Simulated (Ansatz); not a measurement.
# Ti: energy above lowest point against volume scale

Results calculated with Ansatz 0.2.0, not measured. Free energy against uniform scaling of the volume at fixed shape and fractions; periodic cell, basis, potentials, k mesh and filling as listed.

The cell before it is scaled or strained (space group P6/mmm, No. 191):
```
Ti
1.0
      4.6000     0.0000     0.0000
     -2.3000     3.9837     0.0000
      0.0000     0.0000     2.8200
Ti
3
Direct
  0.00000 0.00000 0.00000
  0.33333 0.66667 0.50000
  0.66667 0.33333 0.50000
```

Settings of every row: functional PBEsol; dispersion none; potentials all-electron LAPW; k mesh 7x7x10; k shift 0x0x0; occupations cold; smearing width 0.1 eV; spin none; SCF threshold exponent -9.

Limits: coarse k mesh, up to 40 meV an atom off.

| row | volume scale | V (Å³/atom) | energy above lowest point (meV/atom) |
| --- | --- | --- | --- |
| 1 | 0.94 | 16.192 | 0.5 |
| 2 | 0.97 | 16.709 | 0 |
| 3 | 1 | 17.226 | 10.9 |
| 4 | 1.03 | 17.742 | 31.7 |
| 5 | 1.06 | 18.259 | ? |

Question: what energy above lowest point should row 5 give?

Worked fit of energy above lowest point. Take u = (V_r/V)^(2/3) − 1 with V_r = 16.968 Å³ an atom, which is twice the finite (Eulerian) strain; such expansions in the strain, on which the Birch-Murnaghan equation of state is built, carry the rest volume and the bulk modulus. The shown rows have u = 0.0317, 0.01031, -0.01001, -0.0293. Least squares give energy above lowest point = 4.13 − 543.6 × u + 13542 × u² meV/atom; a straight line predicts inner rows, each left out in turn, worse (root mean square 8 against 0.071 meV/atom). All shown rows lie on it to the printed digit. Its lowest point lies at u = 0.0201, or V = 16.47 Å³ an atom, and the curvature there gives the bulk modulus at fixed shape and fractions, B = (4/9)(1 + u)² E″(u)/V = 122 GPa. Letting shape and atoms relax would as a rule lower it, by much in layered, chain or molecular crystals. The withheld row has u = -0.04771, so the fit gives 4.13 − 543.6 × (-0.04771) + 13542 × (-0.04771)² = 60.9 meV/atom.

The calculation gave 61.1 meV/atom. The fit lies 0.2 meV/atom (0.33 % of the column's range) below it; its largest miss of a shown row is 0.0 meV/atom. This row lies beyond the range of the fit.
